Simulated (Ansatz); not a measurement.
## LiGa: energy above lowest point against volume scale

Free energy against uniform scaling of the volume at fixed shape and fractions; periodic cell, basis, potentials, k mesh and filling as listed. The results are calculated, by Ansatz 0.2.0.

The cell before it is scaled or strained (space group Fd-3m, No. 227):
```
LiGa
1.0
      0.0000     3.0845     3.0845
      3.0845     0.0000     3.0845
      3.0845     3.0845     0.0000
Li Ga
2 2
Direct
  0.50000 0.50000 0.50000
  0.75000 0.75000 0.75000
  0.00000 0.00000 0.00000
  0.25000 0.25000 0.25000
```

Settings of every row: functional LDA; dispersion none; potentials PAW; wave cutoff 500 eV; density cutoff 2000 eV; k mesh 7x7x7; k shift 0x0x0; occupations gaussian; smearing width 0.1 eV; spin none.

Limits: coarse k mesh, up to 40 meV an atom off.

| row | volume scale | V (Å³/atom) | energy above lowest point (meV/atom) |
| --- | --- | --- | --- |
| 1 | 0.92 | 13.499 | ? |
| 2 | 0.9467 | 13.891 | 0 |
| 3 | 0.9733 | 14.281 | 2.5 |
| 4 | 1 | 14.673 | 7.9 |
| 5 | 1.0267 | 15.065 | 15.8 |
| 6 | 1.0533 | 15.455 | 25.8 |
| 7 | 1.08 | 15.847 | 37.7 |

Question: what energy above lowest point should row 1 give?

Worked fit of energy above lowest point. Take u = (V_r/V)^(2/3) − 1 with V_r = 14.869 Å³ an atom, which is twice the finite (Eulerian) strain; such expansions in the strain, on which the Birch-Murnaghan equation of state is built, carry the rest volume and the bulk modulus. The shown rows have u = 0.0464, 0.02726, 0.00889, -0.00869, -0.02544, -0.04158. Least squares give energy above lowest point = 11.56 − 450.3 × u + 4310 × u² + 538 × u³ meV/atom; a parabola predicts inner rows, each left out in turn, worse (root mean square 0.015 against 0.001 meV/atom). All shown rows lie on it to the printed digit. The withheld row has u = 0.06656, so the fit gives 11.56 − 450.3 × (0.06656) + 4310 × (0.06656)² + 538 × (0.06656)³ = 0.8 meV/atom.

The calculation gave 0.9 meV/atom. The fit lies 0.1 meV/atom (11 % of the value, 0.27 % of the column's range) below it, one unit of the last digit. This row lies beyond the range of the fit.
